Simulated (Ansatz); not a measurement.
# Rigid slip along [1-10] on (110) of a rock-salt LiCl-LiBr solid solution: stacking-fault energy with PBE

I have to decide whether a rigid slip curve from one random alloy cell is smooth enough to feed a dislocation model of LiCl-LiBr. Such a model needs the energy cost of sliding one half of the crystal over the other, because that cost helps to set the width of a dislocation core and the stress needed to move it, and so how a brittle or ductile halide part deforms. The (110) plane with slip along [1-10] is the usual easy system of rock-salt halides. I follow the PBE fault energy per area of slip plane, measured against the unslipped cell, which has the same opened spacing of 0.2 Å. The atoms are not relaxed, so the curve is an upper guide to the barrier that a relaxed crystal would show.

## Method

12 cells of 56 atoms with a cross-section of 39.2 Å². First member: rock-salt LiCl (a = 5.2663 Å), cell with z along [110], 2 x 1 x 7 periods; the third cell vector is tilted by 0.000 of 1/2[1-10] and lengthened by 0.2 Å, so the stacking is unfaulted, with one spacing opened; displaced by a Gaussian of 0.01 Å; 10 of 28 Cl sites given to Br at random (lattice constant by Vegard's rule between LiCl and LiBr). Last member: rock-salt LiCl (a = 5.2663 Å), cell with z along [110], 2 x 1 x 7 periods; the third cell vector is tilted by 0.917 of 1/2[1-10] and lengthened by 0.2 Å, so the cell holds one fault; displaced by a Gaussian of 0.01 Å; 10 of 28 Cl sites given to Br at random (lattice constant by Vegard's rule between LiCl and LiBr). Each member is a single point on the cell as made. Ansatz 0.2.0: Kohn-Sham DFT with PBE, PAW potentials, plane waves to 420 eV, k-points 2×3×1, Gaussian smearing of 0.025 eV, no spin polarisation, no spin-orbit coupling.

Notes on method and selection:

- The gap is read on the run's k-points alone; rows whose frontier levels are partly filled show none.
- Semilocal functionals tend to put gaps under measured ones.
- Some meshes sample under 20 Å of periodic length and needn't hold the band edges.
- Atoms were displaced at random and not relaxed, which raises energy and pressure; forces and stresses vary smoothly from cell to cell, with no sign of a separate random scatter in each.
- Cells built by rule (random alloys, stacks, cuts and interfaces) are models; they needn't be known phases.
- The k-mesh is tied to the tilted cell vector, so the sampling moves with the slip; this adds to any difference between slips x and 1 - x.
- Without relaxation normal to the plane, such curves lie above relaxed ones.
- A slip of 1 restores the lattice of the host, but not the neighbours of the randomly placed atoms, so the curve needn't return to zero or be even.
- Series whose main quantity scatters more than it trends weren't written up, so this one is a smoother case than the typical.
- Runs that did not converge, have known faults or may not be shown are not listed, and runs on Ansatz's PAW sets soft_1 and soft_2 are kept to separate tables.

Columns:

- slip: slip in units of 1/2[1-10].
- normal stress (GPa): stress normal to the slip plane less that of the unslipped cell, positive under compression.
- gap (eV): Kohn-Sham gap: lowest empty less highest filled level over the k-points of the run.
- fault energy (mJ/m²): free energy less that of the unslipped cell, over the cell's cross-section (one fault a cell).

## Numbers

| member | slip | normal stress (GPa) | gap (eV) | fault energy (mJ/m²) |
| --- | --- | --- | --- | --- |
| slip 0.000 | 0.000 | 0.000 | 5.426 | 0.000 |
| slip 0.083 | 0.083 | 0.091 | 5.440 | 23.567 |
| slip 0.167 | 0.167 | 0.394 | 5.463 | 103.843 |
| slip 0.250 | 0.250 | 0.957 | 5.452 | 255.995 |
| slip 0.333 | 0.333 | 1.724 | 5.397 | 464.041 |
| slip 0.417 | 0.417 | 2.437 | 5.346 | 656.530 |
| slip 0.500 | 0.500 | ? | 5.327 | ? |
| slip 0.583 | 0.583 | 2.430 | 5.346 | 654.592 |
| slip 0.667 | 0.667 | 1.714 | 5.398 | 461.185 |
| slip 0.750 | 0.750 | 0.947 | 5.452 | 253.232 |
| slip 0.833 | 0.833 | 0.386 | 5.462 | 101.689 |
| slip 0.917 | 0.917 | 0.084 | 5.438 | 21.931 |

Cells marked ? are withheld until the estimate has been made.

## What drives the series

The fault energy rises at every step from slip 0.000 to 0.417 and falls at every step from 0.583 to 0.917. The largest step between neighbouring rows on the way up is from 0.250 to 0.333, where the energy gains 464.041 − 255.995 = 208.046 mJ/m². The slip vector is 5.2663 / √2 = 3.72 Å long, so this step covers 0.083 × 3.72 = 0.31 Å and corresponds to a mean shear stress of 0.208 / 0.31 × 10 = 6.7 GPa.

I read the rise as short-range repulsion. Before slip, each ion at the cut sits above the hollow between two ions of opposite charge. Halfway along the slip it sits directly above one of them. With the opened spacing, the planes are half a slip vector plus the opening, 3.72 / 2 + 0.2 = 2.06 Å, apart, and the distance between these unlike ions shrinks from about 2.8 Å to that value. Their attraction grows, but the overlap of closed shells grows faster. Like ions never come to lie directly over each other on this path, which is why rock-salt halides favour it.

The normal stress supports this reading. It is compressive in every slipped row where it is shown, and amounts to 0.37 to 0.39 GPa for each 100 mJ/m² of fault energy. A crystal free to expand across the plane would therefore lower its barrier.

The curve is more sharply peaked than a simple $\sin^2(\pi x)$, with $x$ the slip. With $\sin^2(5\pi/12)$ about 0.93 and $\sin^2(\pi/4)$ = 0.50, that form gives a ratio of 0.93 / 0.50 = 1.9 between slips 0.417 and 0.250, whereas the table gives 656.530 / 255.995 = 2.56. A repulsion that climbs steeply as ions approach has this effect.

Slips $x$ and $1-x$ differ by only 1.6 to 2.9 mJ/m², the second half being lower. Changed Br neighbours across the cut and the k-mesh that moves with the slip can both contribute.

## Predicting the missing value

Plain estimates from the members shown:

- slip 0.500, straight-line interpolation between slip 0.417 and slip 0.583: w = (0.500 − 0.417) / (0.583 − 0.417) = 0.500, so 656.530 + 0.500 × (654.592 − 656.530) = 655.561 mJ/m²

The straight line between slips 0.417 and 0.583 gives 655.561 mJ/m², which must be too low because it cuts off the top of a curved barrier. I use the near-periodicity of the curve instead. If its harmonics die out before the sixth, the energies at the six odd multiples of 1/12 sum to the same total as those at the six even multiples.

The odd multiples give 23.567 + 255.995 + 656.530 + 654.592 + 253.232 + 21.931 = 1865.847. The even ones without the missing row give 0.000 + 103.843 + 464.041 + 461.185 + 101.689 = 1130.758. The difference is 1865.847 − 1130.758 = 735.089 mJ/m².

The gap column lets me try the rule on the same slip, where its value is shown. The odd multiples give 5.440 + 5.452 + 5.346 + 5.346 + 5.452 + 5.438 = 32.474 eV, and the even ones without slip 0.500 give 5.426 + 5.463 + 5.397 + 5.398 + 5.462 = 27.146 eV. The rule thus gives 32.474 − 27.146 = 5.328 eV against 5.327 eV in the table, while a straight line between the neighbours gives 5.346 eV.

For the error I compare with an even polynomial through the eight nearest rows, using means of each pair $x$ and $1-x$. Beyond the 655.561 of the nearest pair, these are (464.041 + 461.185) / 2 = 462.613, (255.995 + 253.232) / 2 = 254.614 and (103.843 + 101.689) / 2 = 102.766. The polynomial then gives (56 × 655.561 − 28 × 462.613 + 8 × 254.614 − 102.766) / 35 = 734.07 mJ/m². The two results differ by 1.0 mJ/m², which I take as one standard deviation. I add no shift for chemistry, since composition and Br sites are common to all rows.

**Committed estimate, slip 0.500: fault energy = 735.1 ± 1.0 mJ/m².**

## The answer

| member | slip | normal stress (GPa) | gap (eV) | fault energy (mJ/m²) |
| --- | --- | --- | --- | --- |
| slip 0.500 | 0.500 | 2.732 | 5.327 | 735.681 |

| member | estimate | fault energy (mJ/m²) | computed | estimate − computed | miss in error bars |
| --- | --- | --- | --- | --- | --- |
| slip 0.500 | committed | 735.100 | 735.681 | −0.581 | 0.6 |
| slip 0.500 | interpolation | 655.561 | 735.681 | −80.120 |  |

My estimate of 735.1 ± 1.0 mJ/m² lies 0.6 below the computed 735.681 and so falls inside its error bar. The straight line between the neighbours was 80.120 too low, as expected for a chord under a rounded top. The even polynomial that I used to set the error bar missed by 735.681 − 734.07 = 1.61 mJ/m², so the sum over alternate slips was the better of the two curved routes.

The result fits closed-shell repulsion between unlike ions brought face to face. The normal stress at slip 0.500 is 2.732 GPa, the largest of the twelve rows, and it keeps nearly the same proportion to the energy as in the other slipped rows. The shear stress along the slip nearly vanishes at this slip and has opposite signs on its two sides, as it should near the top of a barrier. The mean energy at slips 0.250 and 0.750 is only 254.614 / 735.681 = 0.35 of the value at 0.500, where a $\sin^2(\pi x)$ curve would give one half.

## Departures from the trend

No row stands out from the smooth rise and fall. The largest difference between slips $x$ and $1-x$ is 464.041 − 461.185 = 2.856 mJ/m², under one per cent of the energy there. Besides the Br sites and the moving k-mesh, the random displacements of the atoms can cause such a difference, since they too break the symmetry of the host.

## Rules of thumb and their limits

The curve is smooth enough for a dislocation model, but its height is not yet fit for one. If any one of the twelve energies is left out, the alternate-slip sum restores it to 0.6 mJ/m².

The main omission is relaxation normal to the plane. The unopened planes are 3.72 / 2 = 1.86 Å apart, so the tabulated stress is averaged over a cell 14 × 1.86 + 0.2 = 26.24 Å long, while the slip acts mainly across one gap of 2.06 Å. The extra pressure on that gap at slip 0.500 is therefore about 2.732 × 26.24 / 2.06 = 34.8 GPa. Dividing the energy, 735.681 / 1000 = 0.736 J/m², by it gives a decay length of 0.736 / 34.8 × 10 = 0.21 Å. If the decay is exponential, opening the gap by a further 0.1 Å, about half a decay length, leaves roughly 0.62 of the slip energy, before the cost of the opening is paid. The gross saving is (1 − 0.62) × 735.681 = 279.6 mJ/m², from which the cost of opening must be taken. The table doesn't give that cost, so the net gain stays open, but the gross saving is far larger than the asymmetry of the curve.
